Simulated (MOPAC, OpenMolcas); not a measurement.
A ladder of methods for AlNH2ClF (SMILES [NH2][Al]([F])[Cl])

The species is AlNH2ClF (6 atoms), meant as a singlet with charge 0. SMILES: `[NH2][Al]([F])[Cl]`. Geometry: relaxed at PBE0-D4/def2-TZVP.

Each level gives the HOMO–LUMO gap (eV). The values are calculated.

```
            level            kind     program  value (eV)   CPU time
              PM3  semi-empirical       MOPAC        8.22  under 2 s
   HF/aug-cc-pVDZ    Hartree–Fock  OpenMolcas       12.24       21 s
SVWN5/aug-cc-pVDZ             LDA  OpenMolcas        4.92       42 s
  PBE/aug-cc-pVDZ             GGA  OpenMolcas        4.90       54 s
M06-L/aug-cc-pVDZ        meta-GGA  OpenMolcas        5.70       72 s
 PBE0/aug-cc-pVDZ   global hybrid  OpenMolcas        7.05       49 s
```

The values span 4.90 to 12.24 eV. Orbital gaps aren't excitation energies; they tend to grow with the share of exact exchange. CPU times are rough (shared hosts, several kinds of processor): they show what a rung costs within a factor of a few.

The gap follows the treatment of exchange far more than the rung of the ladder. SVWN5 and PBE nearly coincide, at 4.92 and 4.90 eV, so the gradient correction shifts both frontier levels almost equally. M06-L opens the gap to 5.70 eV without any exact exchange, probably because its dependence on the kinetic energy density makes the potential orbital-dependent. In Hartree–Fock, an empty orbital feels the repulsion of all the electrons, whereas an occupied one is freed from its own. This pushes the virtual levels up and gives 12.24 eV, with PBE0 in between. The PM3 value also falls between PBE0 and Hartree–Fock, but it reflects a parametrised minimal valence basis and is no sign of comparable exchange physics.

Chemically, the HOMO is probably largely the nitrogen lone pair, partly donated into the formally empty 3p orbital of three-coordinate aluminium, while the LUMO may mix aluminium character with diffuse functions. The spread doesn't establish the fundamental gap, which would require the ionisation energy and electron affinity.
